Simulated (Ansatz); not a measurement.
## Mg: the change of energy less free atoms and pressure with volume scale

Results calculated with Ansatz 0.2.0, not measured. Periodic Kohn-Sham DFT of a crystal at fixed atoms, scaled to volume_scale times the given cell; pressure positive in compression, energy less spherical unpolarised free atoms, largest_vzz the field gradient of largest size among the nuclei.

The cell before it is scaled or strained (space group P6_3/mmc, No. 194):
```
Mg
1.0
      3.2093     0.0000     0.0000
     -1.6046     2.7793     0.0000
      0.0000     0.0000     5.2103
Mg
2
Direct
  0.33333 0.66667 0.25000
  0.66667 0.33333 0.75000
```

Settings of every row: method all-electron LAPW; functional LDA; relativity scalar; k mesh 12x12x7; filling fermi-dirac; smearing width 0.05 eV; basis error target 1 meV/atom; nucleus gaussian.

Atom start moment: 0 on all atoms.

| row | volume scale | V (Å³/atom) | energy less free atoms (eV/atom) | pressure (GPa) |
| --- | --- | --- | --- | --- |
| 1 | 0.94 | 21.843 | -1.7655 | -0.417 |
| 2 | 0.96 | 22.307 | ? | ? |
| 3 | 0.98 | 22.772 | -1.7587 | -1.871 |
| 4 | 0.99 | 23.005 | -1.7557 | -2.188 |
| 5 | 1 | 23.237 | -1.7523 | -2.488 |
| 6 | 1.01 | 23.469 | -1.7485 | -2.771 |
| 7 | 1.02 | 23.702 | -1.7443 | -3.04 |
| 8 | 1.04 | 24.166 | -1.7347 | -3.533 |
| 9 | 1.06 | 24.631 | -1.7238 | -3.974 |

Question: what energy less free atoms and pressure should row 2 give?

Worked fit of energy less free atoms. Take u = (V_r/V)^(2/3) − 1 with V_r = 23.353 Å³ an atom, which is twice the finite (Eulerian) strain; such expansions in the strain, on which the Birch-Murnaghan equation of state is built, carry the rest volume and the bulk modulus. The shown rows have u = 0.04557, 0.01694, 0.01006, 0.00333, -0.0033, -0.00984, -0.02256, -0.0349. Least squares give energy less free atoms = −1.75046 − 0.576 × u + 5.396 × u² eV/atom; a straight line predicts inner rows, each left out in turn, worse (root mean square 0.0028 against 2.7e-05 eV/atom). All shown rows lie on it to the printed digit. The withheld row has u = 0.03102, so the fit gives −1.75046 − 0.576 × (0.03102) + 5.396 × (0.03102)² = -1.7631 eV/atom.

The calculation gave -1.7631 eV/atom. The fit meets it to the printed digit.

Worked fit of pressure. Take u = (V_r/V)^(2/3) − 1 with V_r = 23.353 Å³ an atom, which is twice the finite (Eulerian) strain; such expansions in the strain, on which the Birch-Murnaghan equation of state is built, carry the rest volume and the bulk modulus. The shown rows have u = 0.04557, 0.01694, 0.01006, 0.00333, -0.0033, -0.00984, -0.02256, -0.0349. Least squares give pressure = −2.6313 + 42.757 × u + 125.07 × u² + 65 × u³ GPa; a parabola predicts inner rows, each left out in turn, worse (root mean square 0.001 against 0.00039 GPa). All shown rows lie on it to the printed digit. The withheld row has u = 0.03102, so the fit gives −2.6313 + 42.757 × (0.03102) + 125.07 × (0.03102)² + 65 × (0.03102)³ = -1.183 GPa.

The calculation gave -1.184 GPa. The fit lies 0.001 GPa (0.028 % of the column's range) above it, one unit of the last digit.
